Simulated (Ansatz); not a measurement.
## Ti3Al: pressure and energy above lowest point against volume scale

Results calculated with Ansatz 0.2.0, not measured. Free energy against uniform scaling of the volume at fixed shape and fractions; periodic cell, basis, potentials, k mesh and filling as listed.

The cell before it is scaled or strained (space group Fm-3m, No. 225):
```
Ti3Al
1.0
      0.0000     3.2425     3.2425
      3.2425     0.0000     3.2425
      3.2425     3.2425     0.0000
Ti Al
3 1
Direct
  0.75000 0.75000 0.75000
  0.25000 0.25000 0.25000
  0.00000 0.00000 0.00000
  0.50000 0.50000 0.50000
```

Settings of every row: functional PBEsol; dispersion D4; potentials PAW; wave cutoff 500 eV; density cutoff 2000 eV; k mesh 6x6x6; k shift 0x0x0; occupations fermi dirac; smearing width 0.15 eV; spin none.

Limits: coarse k mesh, up to 40 meV an atom off; the cell comes from a prototype or a list of computed structures and needn't be the stable phase.

| row | volume scale | V (Å³/atom) | pressure (GPa) | energy above lowest point (meV/atom) |
| --- | --- | --- | --- | --- |
| 1 | 0.9406 | 16.033 | 0.11 | 0 |
| 2 | 0.9703 | 16.539 | -3.43 | 5.4 |
| 3 | 1 | 17.046 | ? | ? |
| 4 | 1.0297 | 17.552 | -9.11 | 45.9 |
| 5 | 1.0594 | 18.058 | -11.36 | 78.3 |

Question: what pressure and energy above lowest point should row 3 give?

Worked fit of pressure. Take u = (V_r/V)^(2/3) − 1 with V_r = 17.046 Å³ an atom, which is twice the finite (Eulerian) strain; such expansions in the strain, on which the Birch-Murnaghan equation of state is built, carry the rest volume and the bulk modulus. The shown rows have u = 0.04169, 0.02033, -0.01931, -0.03772. Least squares give pressure = −6.487 + 142.97 × u + 365.7 × u² GPa; a straight line predicts inner rows, each left out in turn, worse (root mean square 0.33 against 0.0029 GPa). All shown rows lie on it to the printed digit. The pressure vanishes at u = 0.0411, or V = 16.05 Å³ an atom, and there the bulk modulus at fixed shape and fractions is B = −V dP/dV = (2/3)(1 + u) dP/du = 120 GPa. The withheld row has u = 0, so the fit gives −6.487 + 142.97 × (0) + 365.7 × (0)² = -6.49 GPa.

The calculation gave -6.48 GPa. The fit lies 0.01 GPa (0.087 % of the column's range) below it, one unit of the last digit.

Worked fit of energy above lowest point. Take u = (V_r/V)^(2/3) − 1 with V_r = 17.046 Å³ an atom, which is twice the finite (Eulerian) strain; such expansions in the strain, on which the Birch-Murnaghan equation of state is built, carry the rest volume and the bulk modulus. The shown rows have u = 0.04169, 0.02033, -0.01931, -0.03772. Least squares give energy above lowest point = 21.21 − 1035.9 × u + 12655 × u² meV/atom; a straight line predicts inner rows, each left out in turn, worse (root mean square 12 against 0.066 meV/atom). All shown rows lie on it to the printed digit. Its lowest point lies at u = 0.0409, or V = 16.05 Å³ an atom, and the curvature there gives the bulk modulus at fixed shape and fractions, B = (4/9)(1 + u)² E″(u)/V = 122 GPa. The withheld row has u = 0, so the fit gives 21.21 − 1035.9 × (0) + 12655 × (0)² = 21.2 meV/atom.

The calculation gave 21.2 meV/atom. The fit meets it to the printed digit.
